In zinc selenide the selenium 4p shell supplies most of the filled states just below the gap. The simplest picture of these states is one smooth hump that rises from the bottom of the valence band and falls to zero at its top. The table lets us test this picture. Its columns s and p give the density of states on the selenium s and p orbitals, both spins together, and energies count from the valence top.

Density of states on the Se s and p Löwdin orbitals in ZnSe (F-43m, measured cell, a = 5.668 Å), from Ansatz 0.2.0 with PBE and scalar-relativistic frozen-core PAW, without spin polarization. The cutoff is 420 eV and the k mesh 8 × 8 × 8. The tetrahedron method is used with a 0.4 eV energy window, and energies are relative to the valence top.

| energy (eV) | s (states/(eV atom)) | p (states/(eV atom)) |
| --- | --- | --- |
| -10.4 | 0.00 | 0.00 |
| -10.0 | 0.00 | 0.00 |
| -9.6 | 0.00 | 0.00 |
| -9.2 | 0.00 | 0.00 |
| -8.8 | 0.00 | 0.00 |
| -8.4 | 0.00 | 0.00 |
| -8.0 | 0.00 | 0.00 |
| -7.6 | 0.00 | 0.00 |
| -7.2 | 0.00 | 0.00 |
| -6.8 | 0.00 | 0.17 |
| -6.4 | 0.01 | 0.70 |
| -6.0 | 0.06 | 0.14 |
| -5.6 | 0.01 | 0.01 |
| -5.2 | 0.00 | 0.08 |
| -4.8 | 0.04 | 1.02 |
| -4.4 | 0.05 | 0.80 |
| -4.0 | 0.04 | 0.35 |
| -3.6 | 0.03 | 0.23 |
| -3.2 | 0.03 | 0.30 |
| -2.8 | 0.02 | 1.06 |
| -2.4 | 0.02 | 1.30 |
| -2.0 | 0.01 | 1.64 |
| -1.6 | 0.01 | 1.68 |
| -1.2 | 0.01 | 1.64 |
| -0.8 | 0.00 | 1.16 |
| -0.4 | 0.00 | 0.49 |
| 0.0 | 0.00 | 0.09 |
| 0.4 | 0.00 | 0.00 |
| 0.8 | 0.00 | 0.00 |
| 1.2 | 0.00 | 0.00 |
| 1.6 | 0.00 | 0.00 |
| 2.0 | 0.00 | 0.00 |
| 2.4 | 0.01 | 0.01 |
| 2.8 | 0.03 | 0.06 |
| 3.2 | 0.05 | 0.14 |
| 3.6 | 0.06 | 0.27 |
| 4.0 | 0.05 | 0.36 |
| 4.4 | 0.02 | 0.25 |
| 4.8 | 0.01 | 0.11 |
| 5.2 | 0.00 | 0.09 |

**(a) What would a smooth hump give at -3.6 eV, and why does the table differ from it?**

*Solution.* A convenient smooth shape is a semi-ellipse, which needs only two edges and an area. The calculation puts the bottom of the three main valence bands at -5.23 eV, so the half-width is w = 5.23/2 ≈ 2.61 eV. Adding p over the rows from -5.2 to 0.0 and multiplying by the row spacing of 0.4 eV gives the area, N ≈ 4.74 electrons. The curve is then

D(E) = (2N/πw²) · √(w² − (E + w)²).

At E = -3.6 eV the prefactor is 0.44 and the root is 2.4, so D ≈ 1.07 states/(eV atom). The table has 0.23, about a fifth of that. The area was taken from the same rows, so only the shape is being tested, and the shape fails: the hump has a deep trough, with too many states on either side of it, at -4.8 and around -1.6 eV. The printed output after this text lists these differences.

The trough has to do with how many bands are present. A selenium atom has three 4p orbitals, and they give three bands that meet at the valence top. Two of them reach down only to -3.1 and -2.7 eV; below that the third is alone. This is why p grows by a factor of 3.5 between the rows at -3.2 and -2.8 eV, where the other two bands set in.

Bonding explains why one band goes so much deeper. For an electron wave travelling along a cube edge of the cell, one p orbital points along the direction of travel and two lie across it. Only the one that points along can combine with the zinc 4s orbital, and this bond lowers its energy strongly. In other directions, too, zinc 4s can combine with at most one mixture of the three p orbitals. At the valence top, where the wavelength is infinite, symmetry forbids the combination, and the three bands have the same energy.

The number of bands can't be the whole answer, because at -4.8 eV the deep band is also alone and yet p is 1.02. What differs is the slope of the band. Where its energy hardly changes with wavelength, many states share a small energy range; where it climbs steeply, few do. The deep band has its bottom at the boundary of the Brillouin zone, where bands tend to be flat, and then climbs to the valence top. Its mean energy of -4.1 eV, only 1.1 eV above its bottom, shows that most of its states lie in the lower half of its range.

**(b) At -6.4 eV, below the hump, p rises again to 0.70. Is this another selenium p band?**

*Solution.* The peak is 42% as high as the tallest one in the column, so it looks important. Its area tells a different story. The rows up to -5.6 eV together hold only 0.41 selenium p electrons. The bands found there are the five zinc 3d bands, which hold ten electrons, so selenium p makes up about 4% of them.

The peak is tall because these bands are narrow. They run from -6.55 to -5.87 eV, and even a small share of ten electrons gives a visible spike when it is squeezed into 0.7 eV. The 0.17 at -6.8 eV lies below every one of these bands and is there only because the energy window spreads each state over neighbouring rows.

The selenium share comes from mixing between zinc 3d and selenium 4p orbitals, and the d levels themselves bear its mark. At the centre of the Brillouin zone the five d levels split into a triplet, which symmetry allows to mix with p, and a doublet, which it does not. When two levels mix, they push each other apart. The p levels lie above the d levels here, so the triplet should be pushed down, and it does lie 0.37 eV below the doublet.

A chemist may expect the opposite order, since in most tetrahedral complexes the triplet is the upper level. There the ligand p levels lie below the metal d levels and push the triplet up. The rule is the same in both cases; what changes is which partner lies higher.

Mixing also grows as the two levels approach each other, and this limits how far the peak can be trusted. PBE places the zinc 3d levels too close to the valence top; in experiments they lie roughly 9 eV below it. The real admixture should therefore be smaller than the table suggests, and the real peak should lie deeper.

**(c) From 0.4 to 2.0 eV both columns print zero. Can the band gap be read from this blank stretch?**

*Solution.* The first row above the valence top with visible states is at 2.4 eV. Taken as the gap, this would come close to the measured value of roughly 2.7 eV and make the calculation look good. The band energies of the same calculation give a gap of only 1.29 eV. The rows at 1.6 and 2.0 eV therefore lie inside the conduction band, although they print as empty.

The slope of the band is again the reason. The conduction band starts from a single steep minimum at the centre of the Brillouin zone, and a steep band has few states per unit of energy. The mean energy of this lowest conduction band is 3.8 eV above the valence top, some 2.5 eV above its own minimum. Nearly all its states lie far from the edge that sets the gap.

Orbital character thins out the edge further. The state at the minimum is built from s orbitals of both atoms, and symmetry keeps selenium p out of it. A table that shows selenium alone also leaves out the zinc part. For a material with such a light conduction band, the gap should be taken from the band energies, because a projected density of states with rounded entries makes it look too wide.

The true result of the calculation is thus about half the measured gap, a well-known weakness of PBE. Spin-orbit coupling, which is left out here, would not close the difference: it splits the valence top by roughly 0.4 eV and raises its upper part, which makes the gap slightly smaller still.

The analysis program printed:

```
Se p electrons in the main valence bands, rows -5.2 to 0.0: 4.736
Se p electrons in the Zn 3d bands, rows up to -5.6: 0.408
Se p electrons in all occupied rows: 5.144
part of the Se p count that sits in the Zn 3d bands, percent: 7.932
Se p part of the ten electrons in the Zn 3d bands, percent: 4.08
Se p part of the six electrons in the main valence bands, percent: 78.93
height of p at -6.4 relative to the highest p, percent: 41.67
semi-ellipse at -4.8, states/(eV atom): 0.6311
table less semi-ellipse at -4.8, states/(eV atom): 0.3889
semi-ellipse at -3.6, states/(eV atom): 1.068
table less semi-ellipse at -3.6, states/(eV atom): -0.8384
semi-ellipse at -1.6, states/(eV atom): 1.064
table less semi-ellipse at -1.6, states/(eV atom): 0.6162
ratio of p at -2.8 to p at -3.2: 3.533
bottom of the lowest main valence band from the valence top, eV: -5.225
bottom of the second main valence band from the valence top, eV: -3.085
bottom of the third main valence band from the valence top, eV: -2.661
mean energy of the lowest main valence band from the valence top, eV: -4.145
bottom of the Zn 3d bands from the valence top, eV: -6.549
top of the Zn 3d bands from the valence top, eV: -5.868
empty stretch between the Zn 3d bands and the main valence bands, eV: 0.6426
d triplet at Gamma from the valence top, eV: -6.539
d doublet at Gamma from the valence top, eV: -6.167
d doublet less d triplet at Gamma, eV: 0.3713
ratio of s to p at -6.4: 0.01429
ratio of s to p at -6.0: 0.4286
Se s electrons in all occupied rows of the table: 0.136
computed band gap, eV: 1.288
mean energy of the lowest conduction band from the valence top, eV: 3.791
first row above the valence top where p is not printed as zero, eV: 2.4
```
